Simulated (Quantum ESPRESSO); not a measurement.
# Energy of SrCo2As2 (I4/mmm) against its total spin moment in fixed-moment LDA calculations

In SrCo2As2, layers of cobalt, each atom surrounded by four arsenic atoms, alternate with strontium, which gives up its valence electrons to them. The compound is built like the parent phases of the iron arsenide superconductors but has more d electrons, and its tendency to magnetism bears on what electron count does in this family. The question is how much energy a parallel alignment of the cobalt spins gains or costs, and how firmly the resulting moment is held. LDA free energies are given per primitive cell, which contains two Co atoms, at fixed structure and set total spin moment. Their zero is the run in which the moment is free.

## How the numbers were made

One system, SrCo2As2 (I4/mmm), 5 atom(s) a primitive cell, from cells of the Materials Project database (relaxed there by DFT; measured order: nonmagnetic (arxiv:1907.08718)). Quantum ESPRESSO 7.5, plane waves with GBRV 1.5 LDA pseudopotentials, cutoff 544 eV, Fermi-Dirac smearing of 0.05 eV, k meshes whose coarsest spacing along a reciprocal vector is 0.22 1/Å over all runs (2π included). Functional: LDA, no Hubbard U; collinear spins, no spin-orbit coupling. Atoms and cell are fixed. The total spin moment is held at set values by separate Fermi energies for the two spins, starting from parallel moments on Co; one run leaves it free. Runs that did not converge or carry a known fault are not listed.

Notes on method and selection:

- Only states reached from a parallel start are followed; an antiferromagnetic order, which may lie lower, is outside this curve.
- Site moments count the spin inside each program's own atomic sphere, so they depend somewhat on its radius and leave out the spin between the spheres.
- Quantum ESPRESSO sets the radius of an element's spheres to about 0.41 of its shortest distance to a neighbour.
- Landau's expansion E = E0 + a M^2 + b M^4 is a quadratic in the squared moment.
- The variable on the horizontal axis was chosen because the fit in it was close; otherwise the moment or the wavevector itself is used without a fit.
- A measured moment is set beside the table only where the run ends ferromagnetic and the measured order is ferromagnetic too.
- Runs that did not converge, have known faults or may not be shown are not listed, and runs on Ansatz's PAW sets soft_1 and soft_2 are kept to separate tables.

Columns:

- squared moment (μB² (cell moment)): square of that moment.
- total moment (μB per cell): total spin moment of the cell, held fixed (free in one row).
- site moment (μB): largest site spin moment.
- holding field (meV per μB): half the difference of the up and down Fermi energies that hold the moment, equal to dE/dM.
- absolute moment (μB per cell): integral of the absolute spin density over the cell.
- energy (meV per cell): free energy less that of the run with the moment left free.

Input lines of one member:

```
&SYSTEM
  ecutwfc = 40
  ecutrho = 280
  nbnd = 38
  occupations = 'smearing'
  smearing = 'fd'
  degauss = 0.00367493
  nspin = 2
  starting_magnetization(1) = 0
  starting_magnetization(2) = 0.0336
  starting_magnetization(3) = 0
  tot_magnetization = 1.142
/
&ELECTRONS
  conv_thr = 1d-08
  mixing_beta = 0.3
/
K_POINTS automatic
10 10 10 0 0 0
```

Command (options for logging and memory left out): `pw.x -in pw.in`

## Data

| member | squared moment (μB² (cell moment)) | total moment (μB per cell) | site moment (μB) | holding field (meV per μB) | absolute moment (μB per cell) | energy (meV per cell) | remark |
| --- | --- | --- | --- | --- | --- | --- | --- |
| 0.00 muB | 0.000 | 0.00 | 0.000 | −0.1 | 0.00 | 29.4 |  |
| 0.23 muB | 0.052 | 0.23 | 0.127 | −25.6 | 0.29 | 26.4 |  |
| 0.46 muB | 0.209 | 0.46 | 0.247 | −40.0 | 0.55 | 18.6 |  |
| 0.68 muB | 0.469 | 0.68 | 0.356 | −38.9 | 0.77 | 9.3 |  |
| 0.91 muB | 0.835 | 0.91 | 0.455 | −22.3 | 0.99 | ? |  |
| free | 1.175 | 1.08 | 0.522 | 0.0 | 1.16 | 0.0 | moment left free |
| 1.14 muB | 1.304 | 1.14 | 0.544 | 9.5 | 1.22 | 0.3 |  |
| 1.37 muB | 1.877 | 1.37 | 0.626 | 56.7 | 1.44 | 7.5 |  |
| 1.60 muB | 2.557 | 1.60 | 0.707 | 119.1 | 1.67 | 27.5 |  |
| 1.83 muB | 3.338 | 1.83 | 0.789 | 176.2 | 1.89 | 61.3 |  |
| 2.05 muB | 4.223 | 2.05 | 0.870 | 224.5 | 2.11 | 107.2 |  |
| 2.28 muB | 5.217 | 2.28 | 0.953 | 266.5 | 2.33 | 163.5 |  |

Cells marked ? are withheld until the estimate has been made.

Least-squares fits to the members shown, with x = squared moment (μB² (cell moment)); R² and errors in the fitted variable (y, or ln y where the fit is in ln y):

| y | members | fit | R² | rms residual | leave-one-out rms | the same for the mean of the others |
| --- | --- | --- | --- | --- | --- | --- |
| energy (meV per cell) | 11 | y = 23.11 − 25.71 x + 10.37 x² | 0.99 | 5.9 | 12 | 54 |

## Mechanism

The nonmagnetic state is unstable towards parallel spins in LDA. It lies 29.4 meV per cell above the free run, or 29.4 / 2 = 14.7 meV per Co, and the free moment is 1.08 μB per cell. Nearly all of this spin sits on the two Co atoms.

The stiffness is the slope of the holding field, d²E/dM². Between 0.00 and 0.23 μB it is (−25.6 + 0.1) / 0.23 = −111 meV per μB², so a small moment grows by itself. Between 0.91 and 1.14 μB, around the minimum, it is (9.5 + 22.3) / 0.23 = 138 meV per μB². With that value a change of 0.1 μB from the minimum costs only 0.5 × 138 × 0.1² = 0.7 meV per cell, so the moment is soft.

Stoner's picture can account for the change of sign. For rigid bands d²E/dM² = (1/N↑ + 1/N↓)/4 − I/2, where N↑ and N↓ are the densities of states at the two Fermi energies and I is the exchange parameter. The electronic entropy is largest at zero moment, which points to a high density of states there and hence a low band-energy cost of polarisation. As the spins split, the entropy at first shrinks, which suggests that the density falls and the cost rises.

The stiffness reaches (119.1 − 56.7) / 0.23 = 271 meV per μB² between 1.37 and 1.60 μB, then drops to (266.5 − 224.5) / 0.23 = 183 between 2.05 and 2.28 μB. A Landau expansion with a positive M⁴ term would stiffen without end. It therefore cannot follow the whole curve. At the other end, too, the fit is off: it puts the nonmagnetic state at 23.1 instead of 29.4 meV, despite its R² of 0.99.

Experiment finds no magnetic order. LDA commonly overstates magnetism in such itinerant metals because it leaves out much of the effect of spin fluctuations. The curve also does not cover antiferromagnetic order, which may lie lower.

## Blind estimate

Plain estimates from the members shown:

- 0.91 muB, fit at x = 0.835: 8.9 meV per cell
- 0.91 muB, straight-line interpolation between 0.68 muB and free: w = (0.835 − 0.469) / (1.175 − 0.469) = 0.518, so 9.3 + 0.518 × (0.0 − 9.3) = 4.5 meV per cell

Neither plain estimate suits the 0.91 μB member. The fit has an rms residual of 5.9 meV, comparable with the energies near the minimum, and a straight line runs above a curve that bends upwards. The curve does so here: against the squared moment its slope is the holding field divided by twice the moment, which rises from 0.68 μB to the free run.

The holding field is the derivative of the energy and is listed for this member, so the energy follows by integration. Simpson's rule over three evenly spaced moments gives E₃ = E₁ + (h/3)(F₁ + 4F₂ + F₃), where F is the holding field and the step is h = 1.142 / 5 = 0.2284 μB.

From 0.46 through 0.68 to 0.91 μB the bracket is −40.0 − 4 × 38.9 − 22.3 = −217.9 meV per μB. The energy change is −217.9 × 0.2284 / 3 = −16.6 meV, and the estimate is 18.6 − 16.6 = 2.0 meV per cell.

The same rule can be tried on shown energies. From 0.23 to 0.68 μB it gives −17.1 meV, against 9.3 − 26.4 = −17.1 in the table. From 0.68 to 1.14 μB, a stretch that uses the field at 0.91 μB, it gives −9.0 meV, against 0.3 − 9.3 = −9.0. Over all seven such stretches between shown energies the rms miss is 0.1 meV and the largest is 0.2 meV. The rms miss is taken as the standard deviation.

**Committed estimate, 0.91 muB: energy = 2.0 ± 0.1 meV per cell.**

## Check

| member | squared moment (μB² (cell moment)) | total moment (μB per cell) | site moment (μB) | holding field (meV per μB) | absolute moment (μB per cell) | energy (meV per cell) |
| --- | --- | --- | --- | --- | --- | --- |
| 0.91 muB | 0.835 | 0.91 | 0.455 | −22.3 | 0.99 | 2.0 |

| member | estimate | energy (meV per cell) | computed | estimate − computed | miss in error bars |
| --- | --- | --- | --- | --- | --- |
| 0.91 muB | committed | 2.0 | 2.0 | 0.0 | 0.0 |
| 0.91 muB | fit | 8.9 | 2.0 | +6.9 |  |
| 0.91 muB | interpolation | 4.5 | 2.0 | +2.5 |  |

The estimate of 2.0 ± 0.1 meV per cell agrees with the computed 2.0 to the printed digit. The fit was 6.9 meV too high and the straight-line interpolation 2.5 meV too high.

Integrating the holding field worked because the field is the derivative of the energy and changes smoothly over steps of 0.23 μB. The objection to the straight line also held: the energy curve bends upwards here, so a chord lies above it.

The agreement says little about the cause of the magnetism. The member's own holding field was known, and any smooth energy curve would have passed the same test, whatever its origin. The Stoner picture rests instead on the change of the stiffness with moment and on the electronic entropy, which is largest in size in the nonmagnetic state.

## Exceptions

Least-squares fits to the whole series, with x = squared moment (μB² (cell moment)); R² and errors in the fitted variable (y, or ln y where the fit is in ln y):

| y | members | fit | R² | rms residual | leave-one-out rms | the same for the mean of the others |
| --- | --- | --- | --- | --- | --- | --- |
| energy (meV per cell) | 12 | y = 22.36 − 25.82 x + 10.43 x² | 0.98 | 6.0 | 12 | 52 |

Largest departures from the fit to the whole series:

| member | energy (meV per cell) | fit | computed − fit | in rms residuals |
| --- | --- | --- | --- | --- |
| 1.83 muB | 61.3 | 52.4 | +8.9 | 1.5 |
| 2.28 muB | 163.5 | 171.5 | −8.0 | 1.3 |
| 2.05 muB | 107.2 | 99.3 | +7.9 | 1.3 |
| 0.00 muB | 29.4 | 22.4 | +7.0 | 1.2 |

No single member stands out, since the largest departure, +8.9 meV at 1.83 μB, is only 1.5 rms residuals. The departures are nevertheless systematic. They are positive up to 0.46 μB, negative from 0.68 to 1.37 μB, positive from 1.60 to 2.05 μB and negative at 2.28 μB. Numerical noise is an unlikely cause, because energies and holding fields agree to about 0.2 meV.

The likeliest reason is that two Landau coefficients cannot follow the density of states as the spins split. At zero moment (+7.0 meV) the fit misses part of the steep initial fall in energy. Its well is only 25.82² / (4 × 10.43) = 16.0 meV deep, against the computed 29.4 meV, although its minimum, at √(25.82 / (2 × 10.43)) = 1.11 μB, is close to the free moment of 1.08 μB.

At the upper end the computed stiffness falls while that of the fit keeps growing, which turns the departure from +7.9 meV at 2.05 μB to −8.0 meV at 2.28 μB. The electronic entropy grows slightly in size again at these moments, consistent with a rising density of states at the two Fermi energies.

## Rules of thumb and their limits

Between 0 and 2.28 μB, the energy midway between two members d = 2 × 0.2284 = 0.457 μB apart follows from E = (E₁ + E₂)/2 + d(F₁ − F₂)/8, with F the holding field. For 0.91 μB the mean energy of the neighbours is (9.3 + 0.3) / 2 = 4.8 meV and the field difference is −38.9 − 9.5 = −48.4 meV per μB. This gives 4.8 − 0.457 × 48.4 / 8 = 2.0 meV per cell, without a run at that moment. Wider spacings make the rule less accurate. On all nine fixed-moment members with evenly spaced neighbours the miss is below 0.2 meV.

The moment was called soft above, which needs a yardstick. With 1 μB worth about 0.058 meV per tesla, a field of 10 T changes it by only 10 × 0.058 / 138 = 0.004 μB per cell. It is soft towards thermal energies, but stiff towards laboratory magnets.

The main limit is the treatment of spin fluctuations, which weaken the ordered moment. The LDA gain of 29.4 meV per cell is therefore no proof that the real compound orders, and the curve does not show how much of it they would cancel.

[Logs are printed without paths, hosts, clocks, repeated set-up lines and the standing remarks that a program may print on its own settings, such as how far it seeks lower states.]
